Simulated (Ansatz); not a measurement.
SnO₂: the change of energy above lowest point with volume scale

Results calculated with Ansatz 0.2.0, not measured. Free energy against uniform scaling of the volume at fixed shape and fractions; periodic cell, basis, potentials, k mesh and filling as listed.

The cell before it is scaled or strained (space group R-3m, No. 166):
```
cell vectors (Å)
   1.6171     0.9336     4.8006
  -1.6171     0.9336     4.8006
   0.0000    -1.8673     4.8006
atoms (fractions of the cell vectors)
Sn  0.50000  0.50000  0.50000
O   0.23717  0.23717  0.23717
O   0.76283  0.76283  0.76283
```

Settings of every row: functional r2SCAN; dispersion none; potentials PAW; wave cutoff 650 eV; density cutoff 2600 eV; k mesh 8x8x8; k shift 0x0x0; occupations fixed; smearing width 0 eV; spin none.

Limits: the cell comes from a prototype or a list of computed structures and needn't be the stable phase.

| row | volume scale | V (Å³/atom) | energy above lowest point (meV/atom) |
| --- | --- | --- | --- |
| 1 | 0.88 | 12.756 | 51.1 |
| 2 | 0.92 | 13.336 | 9.7 |
| 3 | 0.96 | 13.916 | 0 |
| 4 | 1 | 14.496 | ? |
| 5 | 1.04 | 15.076 | 50.5 |
| 6 | 1.08 | 15.655 | 101 |
| 7 | 1.12 | 16.235 | 163.6 |

Question: what energy above lowest point should row 4 give?

Worked fit of energy above lowest point. Take u = (V_r/V)^(2/3) − 1 with V_r = 14.496 Å³ an atom, which is twice the finite (Eulerian) strain; such expansions in the strain, on which the Birch-Murnaghan equation of state is built, carry the rest volume and the bulk modulus. The shown rows have u = 0.08899, 0.05718, 0.0276, -0.02582, -0.04999, -0.07275. Least squares give energy above lowest point = 15.43 − 975.5 × u + 14985 × u² + 5426 × u³ meV/atom; a parabola predicts inner rows, each left out in turn, worse (root mean square 0.98 against 0.069 meV/atom). All shown rows lie on it to the printed digit. Its lowest point lies at u = 0.0320, or V = 13.83 Å³ an atom, and the curvature there gives the bulk modulus at fixed shape and fractions, B = (4/9)(1 + u)² E″(u)/V = 170 GPa. Letting shape and atoms relax would as a rule lower it, by much in layered, chain or molecular crystals. The withheld row has u = 0, so the fit gives 15.43 − 975.5 × (0) + 14985 × (0)² + 5426 × (0)³ = 15.4 meV/atom.

The calculation gave 15.4 meV/atom. The fit meets it to the printed digit.
